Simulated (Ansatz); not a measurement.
Au: energy change per atom and pressure as volume scale varies

Plane-wave DFT, scalar-relativistic PAW made under PBE with cores redone for the functional, no dispersion; the given relaxed cell is scaled uniformly, energy at zero smearing counts from the unscaled cell, pressure at the given Fermi-Dirac smearing is positive in compression. The results are calculated, by Ansatz 0.2.0.

The cell before it is scaled or strained (space group P6_3/mmc, No. 194):
```
CELL_PARAMETERS angstrom
2.86830 0.00000 0.00000
-1.43410 2.48400 0.00000
0.00000 0.00000 9.55380
ATOMIC_POSITIONS crystal
Au 0.00000 0.00000 0.00000
Au 0.00000 0.00000 0.50000
Au 0.33333 0.66667 0.25000
Au 0.66667 0.33333 0.75000
```

Settings of every row: spin polarised no; functional PBEsol; wave cutoff 420 eV; smearing width 0.1 eV; k mesh 14x14x4.

Atom starting moment: 0 on all atoms.

Limits: no spin-orbit coupling, which can matter with elements this heavy; the cell comes from a prototype or a list of computed structures and needn't be the stable phase.

```
row  volume scale  V (Å³/atom)  energy change per atom (meV)  pressure (GPa)
  1          0.88       14.975                             ?               ?
  2          0.92       15.656                         71.86           18.53
  3          0.96       16.337                         16.45            8.08
  4          1.04       17.698                         13.34           -6.01
  5          1.08       18.379                         49.23           -10.6
  6          1.12       19.059                        101.98          -14.03
```

Question: what energy change per atom and pressure should row 1 give?

Worked fit of energy change per atom. Take u = (V_r/V)^(2/3) − 1 with V_r = 17.698 Å³ an atom, which is twice the finite (Eulerian) strain; such expansions in the strain, on which the Birch-Murnaghan equation of state is built, carry the rest volume and the bulk modulus. The shown rows have u = 0.08516, 0.05479, 0, -0.02486, -0.04819. Least squares give energy change per atom = 12.674 − 948.816 × u + 19171.93 × u² meV; a straight line predicts inner rows, each left out in turn, worse (root mean square 38 against 2.3 meV). The rows lie off it by 0.95, -1.79, 0.67, 1.12, -0.94 (root mean square 1.2 meV). The withheld row has u = 0.11782, so the fit gives 12.674 − 948.816 × (0.11782) + 19171.93 × (0.11782)² = 167.02 meV.

The calculation gave 178.2 meV. The fit lies 11.18 meV (6.3 % of the value, 6.8 % of the column's range) below it; its largest miss of a shown row is 1.79 meV. This row lies beyond the range of the fit.

Worked fit of pressure. Take u = (V_r/V)^(2/3) − 1 with V_r = 17.698 Å³ an atom, which is twice the finite (Eulerian) strain; such expansions in the strain, on which the Birch-Murnaghan equation of state is built, carry the rest volume and the bulk modulus. The shown rows have u = 0.08516, 0.05479, 0, -0.02486, -0.04819. Least squares give pressure = −6.047 + 209.067 × u + 926.01 × u² GPa; a straight line predicts inner rows, each left out in turn, worse (root mean square 1.8 against 0.14 GPa). The rows lie off it by 0.06, -0.11, 0.04, 0.07, -0.06 (root mean square 0.072 GPa). The withheld row has u = 0.11782, so the fit gives −6.047 + 209.067 × (0.11782) + 926.01 × (0.11782)² = 31.44 GPa.

The calculation gave 32.19 GPa. The fit lies 0.75 GPa (2.3 % of the value, 1.6 % of the column's range) below it; its largest miss of a shown row is 0.11 GPa. This row lies beyond the range of the fit.
